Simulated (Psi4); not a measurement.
# A ladder of methods for C2H7BO (SMILES BOCC)

The species is C2H7BO (11 atoms), meant as a singlet with charge 0. As SMILES, `BOCC`. Geometry: optimised at PBE0/def2-TZVP. This is one conformer, not always the lowest.

```xyz
11

B    -0.3690    1.8124    0.7096
O     0.4201    0.7328    0.6561
C    -0.0883   -0.5674    0.3884
C     0.4782   -1.0913   -0.9081
H    -1.5555    1.7051    0.5362
H     0.1599    2.8625    0.9325
H     0.2105   -1.2061    1.2242
H    -1.1827   -0.5331    0.3569
H     0.1619   -0.4708   -1.7493
H     1.5692   -1.0987   -0.8766
H     0.1309   -2.1119   -1.0843
```

Each level gives the dipole moment (D). The values are calculated.

```csv
level,kind,program,value (D)
PBE-D4/def2-TZVPP (density fitting),GGA,Psi4,1.82
r2SCAN-D4/def2-TZVPP (density fitting),meta-GGA,Psi4,1.80
B3LYP-D4/def2-TZVPP (density fitting),global hybrid,Psi4,1.78
PBE0-D4/def2-TZVPP (density fitting),global hybrid,Psi4,1.77
wB97M-V/def2-TZVPP (density fitting),range-separated hybrid,Psi4,1.78
```

The values span 1.77 to 1.82 D. Magnitudes only.

The dipole moment of ethoxyborane is nearly insensitive to the functional. It falls slightly from PBE (1.82 D) through r2SCAN to the global hybrids, but wB97M-V, at 1.78 D, matches B3LYP and lies just above PBE0, so the decline does not continue to the last rung.

The sizeable moment reflects the polar B–O and C–O bonds and the oxygen lone pairs. Charge drawn towards oxygen through the σ framework is partly returned by π donation into the empty boron p orbital, which the short B–O bond and the coplanar BH2 and B–O–C units favour. The close agreement suggests that all five functionals describe this balance similarly, as expected for a small closed-shell molecule without low-lying charge-transfer character. The small differences probably reflect slight shifts in how far the density is polarised along these bonds, and are too small to rank the functionals by accuracy. Because every level shares a basis without diffuse functions, the narrow spread does not bound the remaining basis-set error.
